## Appendix: Finite simple shear as one rhombus of the bcc lattice

### A.1 Conventions and general statement

A homogeneous deformation maps a material vector $\mathbf X$ to $\mathbf x=F\mathbf X$. With orthonormal $\mathbf e_1$ (shear direction), $\mathbf e_2$ (normal of the shear plane) and $\mathbf e_3=\mathbf e_1\times\mathbf e_2$, simple shear is

$$F(g)=I+g\,\mathbf e_1\otimes\mathbf e_2,\qquad x_1=X_1+gX_2,\quad x_2=X_2,\quad x_3=X_3,$$

with $\det F=1$. Angles in the 1-2 plane are counted from $\mathbf e_1$ towards $\mathbf e_2$ (counterclockwise), and $g>0$ unless stated. The polar decomposition is $F=RU=VR$, with $R$ a rotation and $U$, $V$ symmetric and positive definite. The strain measures are $C=F^{T}F=U^2$, the Green strain $E=\tfrac12(C-I)$ and the Hencky strain $H=\ln U$. The general statement is

$$\lambda_\pm=\sqrt{1+g^2/4}\pm g/2,\quad \lambda_3=1,\qquad \ln\lambda_\pm=\pm\operatorname{arsinh}(g/2),\tag{1}$$

$$\tan\theta=g/2,\qquad \tan\psi=\lambda_+,\qquad E_{11}=0,\quad E_{12}=g/2,\quad E_{22}=g^2/2.\tag{2}$$

Here $\lambda_i$ are the principal stretches (eigenvalues of $U$), $R$ turns clockwise about $\mathbf e_3$ by $\theta$, and $\psi$ is the angle of the major Lagrangian axis, the eigenvector of $U$ for $\lambda_+$. All of this can be read from four lattice sites.

### A.2 The model: four sites, two bonds

Take the bcc lattice with cube edge $a$ and the frame

$$\mathbf e_1=[\bar1\bar11]/\sqrt3,\qquad \mathbf e_2=[112]/\sqrt6,\qquad \mathbf e_3=[\bar110]/\sqrt2 .$$

The nearest-neighbour distance is $b=a\sqrt3/2$ and the (112) layer spacing is $d=a/\sqrt6=\sqrt2\,b/3$. Three primitive vectors have these components in the frame:

$$\mathbf p_1=\tfrac a2[\bar1\bar11]=(b,0,0),\quad \mathbf p_2=\tfrac a2[111]=(-\tfrac b3,2d,0),\quad \mathbf p_3=\tfrac a2[\bar111]=(\tfrac b3,d,\tfrac a{\sqrt2}).$$

Their triple product is $a^3/2$, the volume per atom. The model is the rhombus with corners $0$, $\mathbf p_1$, $\mathbf p_2$ and $\mathbf p_1+\mathbf p_2$, which lies in the plane of shear. Both sides have length $b$ and enclose $\arccos(-1/3)=109.47^\circ$. The diagonals are $\mathbf p_1+\mathbf p_2=a[001]$ and $\mathbf p_2-\mathbf p_1=a[110]$.

The shear leaves $\mathbf p_1$ fixed. It restores the length of $\mathbf p_2$ when $(-b/3+2dg)^2=(b/3)^2$, whose nonzero root is

$$g_0=\frac{b}{3d}=\frac1{\sqrt2}=0.7071 .$$

Each (112) layer then moves by $g_0d=b/3$, the vector $\tfrac a6[\bar1\bar11]$, relative to the one below. Let $M=\mathrm{diag}(-1,1,1)$ be the reflection that reverses $\mathbf e_1$. Then

$$F\mathbf p_1=-M\mathbf p_1,\qquad F\mathbf p_2=M\mathbf p_2,\qquad F\mathbf p_3=(\tfrac{2b}3,d,\tfrac a{\sqrt2})=M(\mathbf p_3-\mathbf p_1).\tag{3}$$

The vectors $-\mathbf p_1$, $\mathbf p_2$, $\mathbf p_3-\mathbf p_1$ are again primitive, so the sheared lattice is the mirror image $ML$ of the parent lattice $L$. Inversion and the mirror normal to $\mathbf e_3$ are symmetries of $L$, so $ML$ is also the reflection of $L$ in the (112) plane. This is the {112} twin, with $\mathbf p_2$ along the conjugate direction $[111]$. For iron, with the typical room-temperature input $a\approx2.87$ Å, $b=2.49$ Å, $d=1.17$ Å and the shift per layer is 0.828 Å.

### A.3 Closed-form solution from the rhombus

The construction works for any $g$. The unit vector at angle $\varphi$ goes to $(\cos\varphi+g\sin\varphi,\ \sin\varphi)$, so its squared stretch is

$$\lambda^2(\varphi)=1+g\sin2\varphi+g^2\sin^2\varphi .$$

It equals 1 for $\sin\varphi=0$ and for $\cot\varphi=-g/2$. Define $\theta$ by $\tan\theta=g/2$. The two unstretched lines are then $\mathbf s_1=(1,0)$ and $\mathbf s_2=(-\sin\theta,\cos\theta)$, at $90^\circ+\theta$. Since $g\cos\theta=2\sin\theta$, the shear sends $\mathbf s_2$ to $(\sin\theta,\cos\theta)$, at $90^\circ-\theta$. Lines with $0<\varphi<90^\circ+\theta$ lengthen and the others shorten.

**Axes.** The figure spanned by $\mathbf s_1$ and $\mathbf s_2$ is a rhombus before and after the shear, so its diagonals $\mathbf D_\pm=\mathbf s_2\pm\mathbf s_1$ are perpendicular in both states. Perpendicularity after the shear reads $\mathbf D_+\cdot C\,\mathbf D_-=0$. Thus $C$ is diagonal in the orthogonal basis $\mathbf D_+,\mathbf D_-,\mathbf e_3$, and the diagonals are the Lagrangian principal axes. A diagonal of a rhombus bisects its corner angle, so $\mathbf D_+$ lies at

$$\psi=45^\circ+\theta/2\ \ \text{before},\qquad \chi=45^\circ-\theta/2\ \ \text{after}.$$

**Stretches.** The length of $\mathbf D_+$ goes from $2\cos\psi$ to $2\cos\chi$, and $\cos\chi=\sin\psi$ because $\psi+\chi=90^\circ$. Hence

$$\lambda_+=\tan\psi=\tan(45^\circ+\theta/2)=\sec\theta+\tan\theta=\sqrt{1+g^2/4}+g/2 .$$

The length of $\mathbf D_-$ goes from $2\sin\psi$ to $2\sin\chi=2\cos\psi$, so $\lambda_-=1/\lambda_+=\sec\theta-\tan\theta$. The two diagonals exchange their lengths. From $\lambda_+-1/\lambda_+=g$ follows $\sinh(\ln\lambda_+)=g/2$, which is the Hencky result in (1).

**Rotation.** $U$ does not turn its own eigenvectors, so the turning of a principal fibre is due to $R$ alone. The diagonal moves from $\psi$ to $\chi$, a clockwise turn by $\psi-\chi=\theta$. The major Eulerian axis, the eigenvector of $V$ for $\lambda_+$, lies at $\chi$, with $\tan\chi=\lambda_-$.

**Green strain.** For material vectors $\mathbf u,\mathbf v$ the scalar product changes by $2\,\mathbf u\cdot E\mathbf v$. The side $\mathbf s_1$ keeps its length, so $E_{11}=0$. The product $\mathbf s_1\cdot\mathbf s_2$ goes from $-\sin\theta$ to $+\sin\theta$, so $E_{12}\cos\theta=\sin\theta$ and $E_{12}=g/2$. The side $\mathbf s_2$ keeps its length, so $E_{22}\cos^2\theta=2E_{12}\sin\theta\cos\theta$ and $E_{22}=2\tan^2\theta=g^2/2$.

### A.4 Numbers for the bcc twin

At $g_0$ the sides are lattice vectors, $\mathbf s_i=\mathbf p_i/b$, and the values are simple:

$$\sin\theta=\tfrac13,\quad\cos\theta=\tfrac{2\sqrt2}3,\quad \lambda_+=\sqrt2,\quad\lambda_-=\tfrac1{\sqrt2},\quad \ln\lambda_\pm=\pm\tfrac12\ln2=\pm0.3466 .$$

The angles are $\theta=19.47^\circ$, $\psi=54.74^\circ$ and $\chi=35.26^\circ$. The major axis is the cube axis $[001]$, the minor axis is $[110]$, and the neutral axis is $[\bar110]$. In iron the diagonal $a[001]$ grows from 2.87 Å to 4.06 Å while $a[110]$ shrinks from 4.06 Å to 2.87 Å.

In cube axes $F=I+\tfrac16[\bar1\bar11]\otimes[112]$, so

$$F=\frac16\begin{pmatrix}5&-1&-2\\-1&5&-2\\1&1&8\end{pmatrix},\qquad C=\begin{pmatrix}3/4&-1/4&0\\-1/4&3/4&0\\0&0&2\end{pmatrix}.$$

The eigenvalues of $C$ are $2$, $1/2$ and $1$. The new length of a lattice vector $\mathbf X$ is $(\mathbf X\cdot C\mathbf X)^{1/2}$, which gives for iron:

| Parent vector (with its negative) | before (Å) | after (Å) |
|---|---|---|
| $\tfrac a2[111]$, $\tfrac a2[\bar1\bar11]$ | 2.49 | 2.49 |
| $\tfrac a2[\bar111]$, $\tfrac a2[1\bar11]$ | 2.49 | 2.87 |
| $a[100]$, $a[010]$ | 2.87 | 2.49 |
| $a[110]$ | 4.06 | 2.87 |
| $a[001]$ | 2.87 | 4.06 |

The first and third rows supply the eight nearest neighbours of the twin, the second and fourth its six second neighbours. Half of the nearest neighbours are exchanged.

The angle $\theta$ is not the twin misorientation. The bcc lattice is also a face-centred tetragonal lattice with edges $\sqrt2a$ along $[110]$, $\sqrt2a$ along $[\bar110]$ and $a$ along $[001]$. The stretch $U$ turns these into $a$, $\sqrt2a$, $\sqrt2a$ and keeps the centring. The result is bcc with its in-plane cube axis along the old $[110]$, the same point set as $L$ turned by $90^\circ$ about $\mathbf e_3$. That axis lies at $\psi+90^\circ=144.74^\circ$, and $R$ brings it to $125.26^\circ$. The parent cube axis is at $54.74^\circ$, so the misorientation about $\langle110\rangle$ is $90^\circ-\theta=70.53^\circ$. The rotation $R$ refers to material lines, the misorientation to the point set.

### A.5 Comparison with the tensor calculation

In the 1-2 plane $C=\begin{pmatrix}1&g\\g&1+g^2\end{pmatrix}$, which gives the components of $E$ in (2) directly. Its determinant is 1 and its trace $2+g^2$, so $\lambda_+\lambda_-=1$ and $(\lambda_+-\lambda_-)^2=g^2$, whose positive solution is (1). The first row of the eigenvector equation reads $1+g\tan\psi=\lambda_+^2$, and $\lambda_+^2-1=g\lambda_+$ gives $\tan\psi=\lambda_+$. For a clockwise rotation by an angle $\vartheta$, the off-diagonal elements of $R^TF$ are $g\cos\vartheta-\sin\vartheta$ and $\sin\vartheta$, and they are equal when $\tan\vartheta=g/2$. Then

$$R=\begin{pmatrix}\cos\theta&\sin\theta\\-\sin\theta&\cos\theta\end{pmatrix},\quad U=\begin{pmatrix}\cos\theta&\sin\theta\\ \sin\theta&\dfrac{1+\sin^2\theta}{\cos\theta}\end{pmatrix},\quad H=\ln\lambda_+\begin{pmatrix}-\sin\theta&\cos\theta\\ \cos\theta&\sin\theta\end{pmatrix},$$

where $H$ uses $2\psi=90^\circ+\theta$. At $g_0$, $U_{11}=0.9428$, $U_{12}=0.3333$, $U_{22}=1.1785$ and $H_{12}=0.3268$, $H_{22}=-H_{11}=0.1155$. The rhombus and the tensor route agree identically in $g$, so the model carries no approximation. What is special to the twin is that the sides and diagonals are short lattice vectors.

| $g$ | $\lambda_+$ | $\lambda_-$ | $\ln\lambda_+$ | $\theta$ | $\psi$ | $E_{12}$ | $E_{22}$ |
|---|---|---|---|---|---|---|---|
| $g_0/2=0.3536$ | 1.1923 | 0.8387 | 0.1759 | 10.02° | 50.01° | 0.1768 | 0.0625 |
| $g_0=0.7071$ | 1.4142 | 0.7071 | 0.3466 | 19.47° | 54.74° | 0.3536 | 0.2500 |
| $2g_0=1.4142$ | 1.9319 | 0.5176 | 0.6585 | 35.26° | 62.63° | 0.7071 | 1.0000 |

Shears add, $F(g_1)F(g_2)=F(g_1+g_2)$, but the polar factors do not. Twice the first row gives 0.3517 for $\ln\lambda_+$ and $20.05^\circ$ for $\theta$, against 0.3466 and $19.47^\circ$, because the principal axes move through the material as $g$ grows.

The sign of $g$ matters for the crystal. Since $MF(g)M=F(-g)$, a negative shear has the stretches of $|g|$, a counterclockwise $R$, a major axis at $-\psi$ and the opposite sign of $E_{12}$. A shift of $b$ per layer, $g=3g_0$, maps the lattice onto itself, so the antitwinning shear $-2g_0$ reaches the same twin lattice as $g_0$, with the much larger stretches of the last row. The strain belongs to the correspondence between atoms and is not fixed by the two end lattices.

For small $g$, with angles in radians,

$$\lambda_\pm=1\pm\tfrac g2+\tfrac{g^2}8+O(g^4),\quad \ln\lambda_+=\tfrac g2-\tfrac{g^3}{48}+\dots,\quad\theta=\tfrac g2-\tfrac{g^3}{24}+\dots,\quad\psi=\tfrac\pi4+\tfrac g4+\dots$$

Linear kinematics keeps principal strains $\pm g/2$, axes at $45^\circ$ and a rotation $g/2$. At $g_0$ it gives $20.26^\circ$ for the rotation, which is close, but it misplaces the axes by $\theta/2=9.74^\circ$ and omits $E_{22}=0.25$ beside $E_{12}=0.35$. The principal values $(\lambda_\pm^2-1)/2$ of $E$ are $+1/2$ and $-1/4$.

### A.6 What the measures do to a quadratic energy

The compiled 300 K constants of bcc iron (Sha 2006) are $C_{11}=232.2$, $C_{12}=135.6$ and $C_{44}=117$ GPa. They are used here as the curvature of the energy density $W$ of the unstressed crystal. With $\Omega=a^3/2=11.82$ Å$^3$, 1 GPa corresponds to 0.07377 eV per atom. For a cubic crystal $C_{ijkl}=C_{12}\delta_{ij}\delta_{kl}+C_{44}(\delta_{ik}\delta_{jl}+\delta_{il}\delta_{jk})+A\,\delta_{ijkl}$, where $\delta_{ijkl}$ is 1 for four equal cube indices and 0 otherwise, and $A=C_{11}-C_{12}-2C_{44}=-137.4$ GPa. Projection on the shear frame gives

$$G=C'_{1212}=C_{44}+\tfrac A3=71.2\ \text{GPa},\quad C'_{2212}=\tfrac{A}{3\sqrt2}=-32.4\ \text{GPa},\quad C'_{2222}=C_{12}+2C_{44}+\tfrac A2=300.9\ \text{GPa}.$$

Insert each measure into $W=\tfrac12C_{ijkl}\varepsilon_{ij}\varepsilon_{kl}$ at $g_0$. The linear strain gives $\tfrac12Gg_0^2=17.8$ GPa, or 1.31 eV per atom. The Green strain gives

$$W=\tfrac12Gg^2+\tfrac12C'_{2212}g^3+\tfrac18C'_{2222}g^4=17.8-5.7+9.4\ \text{GPa},$$

which is 21.48 GPa from the unrounded terms, or 1.58 eV per atom. The Hencky strain has $H_{zz}=h$ and $H_{xx}=H_{yy}=H_{xy}=-h/2$ in cube axes, with $h=\tfrac12\ln2$, so $W=h^2[\tfrac34(C_{11}-C_{12})+\tfrac12C_{44}]=15.73$ GPa, or 1.16 eV per atom.

The three forms share the term $\tfrac12Gg^2$ and differ from order $g^3$ on. At $g_0$ they span 27 to 37 per cent of the compiled cohesive energy of 4.28 eV per atom (Kittel 2005). The exact value is zero. By (3) the sheared crystal is a mirror image of the parent, and with spin-orbit coupling neglected the energy of the ferromagnet does not depend on how the lattice is oriented relative to the magnetisation. The higher-order terms therefore cancel the quadratic one completely, and no quadratic form with these constants can do so for a nonzero strain.

The symmetry holds along the whole path. From (3) and $F(-\delta)M=MF(\delta)$ one has $F(g_0-\delta)L=MF(\delta)L$, so $W(g_0-\delta)=W(\delta)$ and $W$ is stationary at $g_0/2$. There $\mathbf p_2\to(0,2d,0)$ and $\mathbf p_3\to(b/2,d,a/\sqrt2)$, a body-centred orthorhombic cell with edges $b$, $2d$ and $\sqrt2a$, that is 2.49, 2.34 and 4.06 Å. The simplest curve with this symmetry and curvature $G$ at both ends is the Frenkel form, assumed here for $0\le g\le g_0$ only:

$$W(g)=\frac{Gg_0^2}{4\pi^2}\Big[1-\cos\frac{2\pi g}{g_0}\Big].$$

The stress conjugate to $g$ is the first Piola component $P_{12}=dW/dg$, and $P=\sigma F^{-T}$ with $\det F=1$ makes it equal to the Cauchy shear stress $\sigma_{12}$. The model's barrier is $Gg_0^2/2\pi^2=1.80$ GPa, or 0.13 eV for every atom, about 5.1 times $k_BT$ at 300 K. Its peak stress is $Gg_0/2\pi=8.0$ GPa. Two omissions limit these figures. The curve has no cubic term at $g=0$, although twinning and antitwinning senses differ. It also holds all other strains fixed, while $C'_{2212}\neq0$ produces a normal stress already at first order. Relaxing all stresses except $\sigma_{12}$ replaces $G$ by $3C_{44}(C_{11}-C_{12})/(C_{11}-C_{12}+4C_{44})=60.1$ GPa, 16 per cent lower, and the peak by 6.8 GPa. Both peaks describe a homogeneous shear of a perfect lattice. As typical knowledge, iron twins layer by layer through partial dislocations at a few hundred MPa, so the model lies more than an order of magnitude above the usual twinning stress.

### A.7 The same rhombus in contact and wiring metals

Sections A.2 to A.5 use geometry only. Tungsten is bcc, and with the typical input $a\approx3.17$ Å its diagonals exchange 3.17 Å and 4.48 Å at unchanged stretches and angles. In fcc copper the twin has $\mathbf e_1=[11\bar2]/\sqrt6$ and $\mathbf e_2=[111]/\sqrt3$, with a shift $\tfrac a6[11\bar2]$ per layer of spacing $a/\sqrt3$, so again $g=1/\sqrt2$. The sides are $\tfrac a2[11\bar2]$ and $\tfrac a2[112]$, with cosine $-1/3$, and the diagonals are $a[110]$ and $2a[001]$. The roles are reversed: $[110]$ is the major axis and $[001]$ the minor one. With the typical input $a\approx3.61$ Å, the bond $\tfrac a2[110]$ grows from 2.55 Å to 3.61 Å and the cube edge $a[001]$ shrinks from 3.61 Å to 2.55 Å. In silicon the fcc lattice points follow the same $F$, but the bond $\tfrac a4[111]$ would be tilted and lengthened by it, so the twin needs in addition an internal shift of one sublattice against the other, which $F$ does not describe.